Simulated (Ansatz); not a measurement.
# Ligand exchange: SiH3Br + KSH → SiH3(SH) + KBr

Species: SiH3Br `[SiH3]Br`, singlet; KSH `[SH][K]`, singlet; SiH3(SH) (sulfanylsilane), singlet; KBr, singlet. The partners trade Br for SH: Si–Br and K–SH bonds give way to Si–SH and K–Br.

Shapes, held fixed at every level: PBE0-D4/def2-TZVP. Programs: Ansatz 0.2.0. The zero-point and thermal change to 298 K, harmonic and unscaled (PBE0-D4/def2-TZVP), is +3.3 kJ/mol.

```json
{"level": "HF/def2-SVP", "kind": "Hartree–Fock", "ΔH(298 K) (kJ/mol)": "-86.6", "less CCSD(T)/def2-TZVPP": "-13.5", "CPU time (sum over the molecules)": "–"}
{"level": "SPW92/def2-TZVPP", "kind": "LDA", "ΔH(298 K) (kJ/mol)": "-69.5", "less CCSD(T)/def2-TZVPP": "+3.6", "CPU time (sum over the molecules)": "9.2 s"}
{"level": "B3LYP-D4/def2-TZVPP", "kind": "global hybrid", "ΔH(298 K) (kJ/mol)": "-73.1", "less CCSD(T)/def2-TZVPP": "0.0", "CPU time (sum over the molecules)": "17 s"}
{"level": "PBE0-D4/def2-TZVPP", "kind": "global hybrid", "ΔH(298 K) (kJ/mol)": "-74.3", "less CCSD(T)/def2-TZVPP": "-1.2", "CPU time (sum over the molecules)": "15 s"}
{"level": "r2SCAN0-D4/def2-TZVPP", "kind": "global hybrid", "ΔH(298 K) (kJ/mol)": "-77.8", "less CCSD(T)/def2-TZVPP": "-4.7", "CPU time (sum over the molecules)": "24 s"}
{"level": "wB97X-V/def2-TZVPP", "kind": "range-separated hybrid", "ΔH(298 K) (kJ/mol)": "-76.8", "less CCSD(T)/def2-TZVPP": "-3.7", "CPU time (sum over the molecules)": "37 s"}
{"level": "CCSD(T)/def2-SVP", "kind": "coupled cluster or CI", "ΔH(298 K) (kJ/mol)": "-86.5", "less CCSD(T)/def2-TZVPP": "-13.4", "CPU time (sum over the molecules)": "6.6 s"}
{"level": "CCSD(T)/def2-TZVPP", "kind": "coupled cluster or CI", "ΔH(298 K) (kJ/mol)": "-73.1", "less CCSD(T)/def2-TZVPP": "0.0", "CPU time (sum over the molecules)": "51 s"}
```

The highest level, CCSD(T)/def2-TZVPP, gives ΔH(298 K) = -73.1 kJ/mol; the levels span -86.6 to -69.5. The column of differences is taken from that level and isn't an error. No measured value is set beside it here. Relativity is left out for Br. Outer-core shells of Br, K are correlated in most correlated rows, in sets that cover them unevenly. Times are processor times on shared x86 and Arm servers, and rough.

The exchange is clearly exothermic at every level, and the driving force probably lies mainly on the silicon side. Hydrosulfide is a considerably stronger base than bromide and gains more from forming a polar covalent bond to silicon. Potassium binds both anions largely electrostatically and so discriminates less between them.

The basis set matters more here than the treatment of correlation. In def2-SVP, Hartree–Fock and CCSD(T) give almost the same enthalpy, -86.6 and -86.5 kJ/mol, as expected when closed-shell molecules exchange single bonds and much of the correlation energy cancels. Enlarging the basis brings CCSD(T) to -73.1 kJ/mol, so the Hartree–Fock offset shouldn't be read as missing correlation. The small set probably describes the anion-like bromine and sulfur, and their polarisation by potassium, unevenly.

The density functionals, all in the larger basis, scatter less than this shift. The coincidence of B3LYP-D4 with CCSD(T) therefore doesn't establish it as the most accurate functional, because convergence beyond the triple-zeta basis remains untested.
